In this molecule the computed chlorine shieldings rise by tens of ppm when the functional PBE, which has no exact exchange, gives way to Hartree–Fock, which has all of it. The hydrogen shieldings rise by no more than about 1 ppm. The reason is a magnetic response in the valence shell of chlorine that works against the shielding and weakens when exact exchange pushes filled and empty orbitals apart. A basis set that is too stiff weakens the same response, and so can look like a change of functional.

Isotropic GIAO NMR shieldings σ of ClCH2SiH2Cl (SMILES ClC[SiH2]Cl), computed non-relativistically in the gas phase with PySCF 2.14.0 and density fitting at the PBE0-D3(BJ)/def2-SVP geometry. Atoms are numbered in SMILES order, hydrogens after the heavy atoms; Cl1 and H5 are bonded to C, Cl4 and H7 to Si. Values for equivalent hydrogens are averaged.

| functional | basis | exact exchange, long range (%) | σ Cl1 (ppm) | σ Cl4 (ppm) | σ H5 (ppm) | σ H7 (ppm) |
| --- | --- | --- | --- | --- | --- | --- |
| B97-D | pcSseg-2 | 0 | 903.2 | 945.6 | 28.29 | 26.50 |
| BLYP | pcSseg-2 | 0 | 889.5 | 930.0 | 28.27 | 26.42 |
| BP86 | pcSseg-2 | 0 | 902.0 | 939.1 | 28.14 | 26.19 |
| KT2 | pcSseg-2 | 0 | 916.8 | 947.8 | 28.04 | 26.18 |
| KT3 | pcSseg-2 | 0 | 912.1 | 951.8 | 28.24 | 26.54 |
| LDA | pcSseg-2 | 0 | 904.0 | 931.6 | 27.59 | 25.49 |
| OPBE | pcSseg-2 | 0 | 916.7 | 956.6 | 28.10 | 26.23 |
| PBE | pcSseg-2 | 0 | 902.8 | 939.1 | 28.07 | 26.13 |
| B3LYP | pcSseg-2 | 20 | 914.1 | 950.1 | 28.35 | 26.52 |
| mPW1PW91 | pcSseg-2 | 25 | 929.3 | 962.5 | 28.28 | 26.40 |
| HF | pcSseg-2 | 100 | 990.3 | 1006.9 | 28.83 | 27.11 |
| PBE0 | IGLO-III | 25 | 937.2 | 963.0 | 28.28 | 26.28 |
| PBE0 | aug-cc-pVDZ | 25 | 954.5 | 992.6 | 28.20 | 26.23 |
| PBE0 | cc-pVDZ | 25 | 960.2 | 998.4 | 28.38 | 26.39 |
| PBE0 | cc-pVTZ | 25 | 948.5 | 973.0 | 28.25 | 26.29 |
| PBE0 | pcSseg-0 | 25 | 970.2 | 1053.5 | 30.31 | 27.56 |
| PBE0 | pcSseg-1 | 25 | 942.9 | 974.3 | 28.30 | 26.39 |
| PBE0 | pcSseg-2 | 25 | 931.5 | 963.3 | 28.23 | 26.32 |

The shielding σ is the fraction of the applied magnetic field that the electrons cancel at a nucleus, in parts per million. A higher σ means a lower chemical shift. Cl1 is the chlorine on carbon and Cl4 the one on silicon; H5 and H7 are hydrogens on carbon and on silicon.

## Two currents, one of which moves

A magnetic field makes electrons circulate. The circulation of the compact inner shells produces a field that opposes the applied one, which gives the large diamagnetic part of the shielding. These shells hardly notice the bond or the functional.

The second current arises in the valence shell. A field across the C–Cl bond tries to turn a lone-pair p orbital of chlorine into the bond direction. There the p shell is not completely filled, because chlorine shares the bonding pair with carbon, and the antibonding orbital σ* is empty. The field therefore mixes some σ* into the lone pair, and the resulting paramagnetic current strengthens the field at the nucleus. A field along the bond mostly turns one full lone pair into the other, which has little effect.

The calculation bears this division out. From PBE to Hartree–Fock (HF), both in pcSseg-2, σ Cl1 rises by 87.5 ppm. The paramagnetic term accounts for 87.8 ppm of that, and the diamagnetic term changes by only −0.3 ppm.

The direction of the field matters as well. The two smaller components of the Cl1 shielding tensor each rise by about 119 ppm from PBE to HF, but the largest rises by only 24 ppm. This fits the picture if the largest component belongs to a field along the bond, as theory suggests. For Cl4 the contrast is weaker, so the simple picture of one bond and two undisturbed lone pairs suits the chlorine on carbon better.

## Why exact exchange weakens the current

In a functional without exact exchange, each electron is repelled in part by its own charge. This places the filled orbitals too high. Exact exchange removes much of this self-repulsion, which lowers the filled orbitals. The empty orbitals rise, because they lose exchange attraction that the simpler functional gives to filled and empty orbitals alike. From PBE to HF both shifts widen the gap by similar amounts. The field then finds it harder to mix the orbitals, the paramagnetic current shrinks, and the shielding rises.

The simplest estimate follows from perturbation theory. The amount of empty orbital mixed in is the strength of the magnetic coupling divided by the energy gap $\Delta E$. If the coupling stays the same, the paramagnetic term obeys

$$\sigma_{\mathrm p}\propto -\frac{1}{\Delta E}.$$

For $\Delta E$ we take the gap between the highest filled and the lowest empty orbital, 5.80 eV in PBE and 14.09 eV in HF. Starting from the PBE term for Cl1, the estimate for HF is

$$-242.8\ \text{ppm}\times\frac{5.80}{14.09}\approx -100\ \text{ppm}.$$

The HF calculation gives −155 ppm. The estimate has the right direction but overstates the weakening by a factor of about 1.6. For the smaller step from PBE to PBE0 it overstates the weakening more than twofold, so the frontier gap is a guide to the direction and not to the size. Theory offers two reasons. Exact exchange also enters the response to the field, where it lowers the effective cost of an excitation below the bare orbital gap. Moreover, the current draws on many pairs of orbitals, not just the frontier pair. HF also lacks electron correlation, so the step from PBE to HF is not a change of exchange alone. The printed analysis after this text lists most of the differences used here.

## Why some functionals break the order

The share of exact exchange does not fix the shielding, because the rest of the functional shapes the orbitals too. KT2 and OPBE contain no exact exchange, yet both give a higher σ Cl1 than B3LYP with its 20%.

Two pairs of rows show how much the other ingredients matter. BLYP and BP86 share their exchange part and differ in correlation; going from the first to the second raises σ Cl1 by 12.5 ppm. PBE and OPBE share their correlation part and differ in exchange; that change raises it by 13.9 ppm. Both are about half the step from PBE to PBE0, which is 28.7 ppm.

B3LYP is therefore best compared with BLYP, its close relative without exact exchange. It lies 24.6 ppm higher, as the mechanism demands, but BLYP has the lowest σ Cl1 in the table. A normal rise from a low start leaves B3LYP below KT2 and OPBE. The frontier gap is too coarse to sort such cases: KT2 has a slightly smaller gap than PBE and still a weaker paramagnetic term.

## Why hydrogen behaves differently

Hydrogen has no valence p shell of its own for the field to turn, so this route to a large paramagnetic current is closed. From PBE to HF, σ H5 rises by 0.76 ppm and σ H7 by 0.98 ppm. A nucleus whose own p shell takes part in bonding is the one to watch when the functional changes. Lone pairs are not required: in the same runs the silicon shielding also rises by tens of ppm from PBE to HF.

This also helps to explain why LDA stands out for hydrogen but not for Cl1. Hydrogen shielding depends strongly on how tightly the electron density is held around the proton, and LDA tends to spread that density too far. For H7, PBE lies 0.64 ppm above LDA, and the diamagnetic term alone rises by 0.73 ppm. For H5 the diamagnetic term supplies only about two thirds of the rise. The division into two terms depends on the basis for hydrogen, so this comparison, made in one basis, supports the explanation but does not settle it.

## Why a poor basis imitates exact exchange

The paramagnetic current needs empty orbitals in which the distorted valence shell can be described. If the basis offers too few suitable functions, the shell is held stiff, the current comes out too small, and the shielding too high. With PBE0, cc-pVDZ puts σ Cl1 28.7 ppm above pcSseg-2. That equals the step from PBE to PBE0, although the functional has not changed.

Diffuse functions, which describe the outer edge of the electron cloud, cure only a small part of this. Adding them to cc-pVDZ lowers σ Cl1 by 5.7 ppm, and only about half of that comes from the paramagnetic term. The larger need is probably for flexibility nearer the nucleus, where the current acts most strongly on the shielding. The pcSseg sets are built for this property, whereas the cc sets are not, and even cc-pVTZ remains 17 ppm above pcSseg-2.

The smallest set, pcSseg-0, is a case apart. It has no polarisation functions on the heavy atoms, so their valence shells adapt poorly to the bonds and to the field. Its σ Cl4 is 90 ppm above the pcSseg-2 value, and its σ H5 is 2.1 ppm above, more than any change of functional in the table makes. This row shows a failing basis, not a property of the molecule.

## Why the chlorine on silicon is more shielded

In every row Cl4 has a higher shielding than Cl1. With PBE0 in pcSseg-2 the difference is 31.8 ppm, of which 29.3 ppm is paramagnetic. Extra negative charge on Cl4 thus does not act mainly by adding diamagnetic shielding.

A likely cause is the greater polarity of the Si–Cl bond. The computed charges show this polarity: with PBE0 in cc-pVTZ, an analysis in intrinsic atomic orbitals gives −0.33 e on Cl4 but only −0.09 e on Cl1. The polarity brings the chlorine closer to a chloride ion, whose full p shell has no paramagnetic current, and leaves less chlorine character in the empty σ*. This is a chemical argument and only part of the story. The two smaller tensor components are indeed higher at Cl4, but the largest is lower, so the difference in the average is what remains after a partial cancellation.

## What to do in practice

Compute the sample and the reference compound with the same functional and the same basis. Even then, do not count on the errors to cancel between chlorines in different bonds. In pcSseg-2 the difference between Cl4 and Cl1 is 945.6 − 903.2 = 42.4 ppm with B97-D, but 1006.9 − 990.3 = 16.6 ppm with HF.

Settle the basis before comparing functionals, or a stiff basis may pass for a better treatment of exchange. For hydrogen, pcSseg-1 is already within 0.1 ppm of pcSseg-2 here. For Cl1 the same step still changes the shielding by 11.4 ppm, so pcSseg-2 should not be taken as the basis limit.

Do not read a higher shielding as a more accurate one. These values show how the methods differ from each other, not which is closest to experiment. The calculations also treat a single conformer and omit relativity and molecular vibration. All three points matter in a comparison of absolute shieldings with measurement.

Output of the analysis:

```
Cl1, PBE to PBE0, pcSseg-2 (ppm): 28.7
Cl1, PBE to HF (ppm): 87.5
Cl4, PBE to HF (ppm): 67.8
H5, PBE to HF (ppm): 0.76
H7, PBE to HF (ppm): 0.98
Cl1 paramagnetic term, PBE to HF (ppm): 87.82
Cl1 diamagnetic term, PBE to HF (ppm): -0.285
Cl1 diamagnetic term, spread over all rows (ppm): 4.769
Cl1 smallest component, PBE to HF (ppm): 118.9
Cl1 middle component, PBE to HF (ppm): 119.3
Cl1 largest component, PBE to HF (ppm): 24.34
HOMO-LUMO gap, PBE (eV): 5.803
HOMO-LUMO gap, HF (eV): 14.09
Cl1 paramagnetic term of HF estimated from PBE by inverse gap (ppm): -99.98
Cl1, BLYP to BP86, correlation changed (ppm): 12.5
Cl1, PBE to OPBE, exchange changed (ppm): 13.9
Cl1, BLYP to B3LYP (ppm): 24.6
functionals without exact exchange above B3LYP for Cl1 (count): 2
H7, LDA to PBE (ppm): 0.64
H7 diamagnetic term, LDA to PBE (ppm): 0.727
Cl1, PBE0, cc-pVDZ less pcSseg-2 (ppm): 28.7
Cl1, PBE0, aug-cc-pVDZ less cc-pVDZ (ppm): -5.7
Cl1, PBE0, cc-pVTZ less pcSseg-2 (ppm): 17
Cl1, PBE0, pcSseg-1 less pcSseg-2 (ppm): 11.4
Cl4, PBE0, pcSseg-0 less pcSseg-2 (ppm): 90.2
Cl4 less Cl1, PBE0/pcSseg-2 (ppm): 31.8
paramagnetic part of that difference (ppm): 29.33
```
